When GeCl₂F₂ loses an electron, its two chlorine atoms supply most of the charge. When it gains one, chlorine again comes out on top, yet the orbital that accepts the electron is largest on germanium. The other electrons cause this mismatch: they move away from germanium as the new electron arrives and carry charge out to the halogens. The atom with the largest gain in charge is therefore not the atom with the largest share of the added electron's orbital.

Hirshfeld-condensed Fukui functions for each atom of GeCl₂F₂, computed with PySCF 2.14.0 at the CAM-B3LYP/def2-SVPD level on a GFN2-xTB geometry. Fukui minus refers to the vertical removal of one electron from the neutral singlet molecule, fukui plus to the vertical attachment of one.

| row | fukui minus (e) | computed element | fukui plus (e) |
| --- | --- | --- | --- |
| 1 | 0.086 | Ge | 0.241 |
| 2 | 0.062 | F | 0.094 |
| 3 | 0.062 | F | 0.094 |
| 4 | 0.395 | Cl | 0.285 |
| 5 | 0.395 | Cl | 0.285 |

## What the two columns measure

The column "fukui minus" is the electronic charge that an atom loses when one electron is taken from the molecule. The column "fukui plus" is the charge that it gains when one is added. The nuclei stay where they are in both cases, and each column adds up to one electron within rounding. The rows are atoms of a single molecule, and symmetry makes the two fluorines equal and the two chlorines equal, so each column has only three different values. Because their sum is fixed, only two of these are independent.

Germanium is the irregular row. On removal it behaves almost like fluorine and loses only 0.086 e. On attachment it gains 0.241 e, nearly three times as much, and comes close behind chlorine. Fluorine stays last in both columns.

## Start with one orbital

The simplest model lets a single orbital do all the work. The electron population $N_A$ of atom $A$ is the sum of what each occupied orbital places there. If an electron leaves the highest occupied orbital (HOMO) and all others stay frozen, $N_A$ falls by the share $w_A$ of that orbital on the atom. If an electron enters the lowest empty orbital (LUMO), $N_A$ rises by the share of that one:

$$f_A^- \approx w_A^{\mathrm{HOMO}}, \qquad f_A^+ \approx w_A^{\mathrm{LUMO}}$$

Here $f_A^-$ and $f_A^+$ stand for the two columns. Nothing is fitted, because the shares come from the same calculation. What the model leaves over is an estimate of how the remaining electrons respond.

## Removal: a hole in the chlorine lone pairs

Each chlorine holds 0.46 of the HOMO, and together the two supply 79% of the charge that leaves. The reason is standard chemistry. Germanium in its +4 state has no lone pair to give, and its valence electrons are tied up in polar bonds. Both halogens have lone pairs, but those of fluorine are compact and tightly bound, so the chlorine ones open first.

The same reasoning carries over to neighbouring molecules. With bromine in place of chlorine, the hole should sit on bromine, whose lone pairs are held more loosely still. In GeF₄ only fluorine lone pairs are left, so fluorine has to carry the hole, and removing the electron costs more energy.

The small losses on fluorine and germanium need a closer reading. A fluorine atom loses 0.062 e, although its share of the HOMO is only 0.013. Most of its loss is thus not part of the hole. The positive hole on chlorine attracts the electrons that remain, and some of their density shifts towards it from the rest of the molecule.

The unpaired electron of the cation supports this picture. Its spin sits almost entirely on the two chlorines, with next to none on fluorine and no net spin on germanium. A small value in the first column can therefore come mostly from the response of the other electrons, as it does on fluorine. Germanium is a mixed case: its share of the HOMO covers more than half of its loss, and the missing net spin suggests that the other electrons are slightly spin-polarised there and offset that share.

## Attachment: germanium has the largest orbital share, the charge spreads outwards

The LUMO looks quite different. Its largest share, 0.335, is on germanium, followed by 0.26 on each chlorine and 0.073 on each fluorine. This is the pattern of an orbital that is antibonding between germanium and the halogens. The identification rests on bonding theory, since the shares alone don't reveal the shape of an orbital.

The theory runs as follows. In a polar bond the filled bonding orbital leans towards the more electronegative atom, and its empty antibonding partner leans the other way, here towards germanium. The further apart the two atomic levels lie, the stronger the lean. Fluorine's levels lie far below those of germanium, so fluorine takes little part in the empty orbital, while chlorine's are closer and mix in more.

Frozen orbitals would therefore put germanium first. The full calculation puts it second, and the size of the correction follows directly from the germanium row:

$$0.241 - 0.335 = -0.094\ \text{e}$$

Nearly a tenth of an electron has been pushed off germanium. It reappears on the four halogens, which all gain slightly more than their orbital shares.

This is enough to reverse the order. Germanium starts 0.075 e ahead of a chlorine atom in orbital share. It then drops by 0.094 e while the chlorine rises by 0.025 e, which leaves it 0.044 e behind.

The likely reason for the direction of the shift is electrostatic, though the calculation doesn't isolate it. The part of the added electron that sits on the central atom repels the bonding electrons around it. They can give way outwards, towards the halogens, which are electronegative and hold extra charge readily. The spin of the anion stays largest on germanium, as the orbital share says it should, so it is the other electrons that have moved.

## How far the single-orbital picture can be trusted

For removal the picture is good: it gives the right order of all three elements, with a root-mean-square miss of 0.05 e over the five atoms. Spreading the charge evenly, one fifth to each atom, would miss by 0.16 e. For attachment the frozen orbital misses by about the same 0.05 e, but the even spread now misses by only 0.09 e. The values lie closer together there, and an error of the same size is enough to exchange first and second place.

A separate sign shows that the response is real and not just a matter of how density is divided among atoms. The density of one orbital is nowhere negative, so with frozen orbitals the removal of an electron could only lower the density. In the full calculation there are regions where it rises, and they add up to about a sixth of an electron. Only a rearrangement of the other electrons can do that. Attachment shows the same in reverse: a frozen orbital could only raise the density, yet in some regions it falls.

The lead of chlorine over germanium in the second column is less secure. The Hirshfeld scheme divides the density at each point in proportion to the densities of the free atoms, and another scheme would draw the line between germanium and chlorine elsewhere. Whether that would undo a lead of 0.044 e is untested here. So is the effect of the geometry, which comes from GFN2-xTB, wasn't relaxed with CAM-B3LYP and has rather long Ge–F bonds.

The ions themselves call for some care too. The highest occupied level of the anion lies at positive energy, often a sign of a poorly held electron. The total energies nevertheless place the anion 0.559 eV below the neutral molecule, and such levels often come out too high with approximate functionals. Neither ion was checked for a lower-lying electronic solution, so a hole confined to one chlorine remains possible.

## What to do with the numbers

To find where an electron is taken from, the first column can be read almost at face value: the large entries mark the hole. To find where an electron donor would attack, the second column should not be used alone. It ranks chlorine first, whereas halogermanes are known to act as Lewis acids at germanium.

Two further quantities correct the reading. One is gain less loss, which is +0.155 e for germanium and −0.110 e for chlorine, and so points most strongly to germanium as the atom that accepts more readily than it gives. The other is the charge already present: germanium carries +0.582 e in the neutral molecule, while chlorine is close to neutral. The charge is a useful check on the first quantity, because gain less loss is slightly positive for fluorine as well, and its negative charge warns against taking it for an acceptor site.

Even the added electron doesn't cancel the positive charge of germanium. In the anion it still carries $0.582 - 0.241 = +0.341$ e. The extra electron makes the centre less positive, and the halogens carry all of the negative charge.

This matters where germanium halides serve as precursors for depositing germanium, or form when germanium is etched with halogens. A surface group with a lone pair to donate should approach the germanium atom, drawn by its charge and by the large share of the empty orbital there. An electron captured from a plasma enters an orbital that, if it is antibonding as argued, weakens the germanium–halogen bonds. Which bond would then break depends on how the atoms move afterwards, and values at fixed nuclei don't settle that.
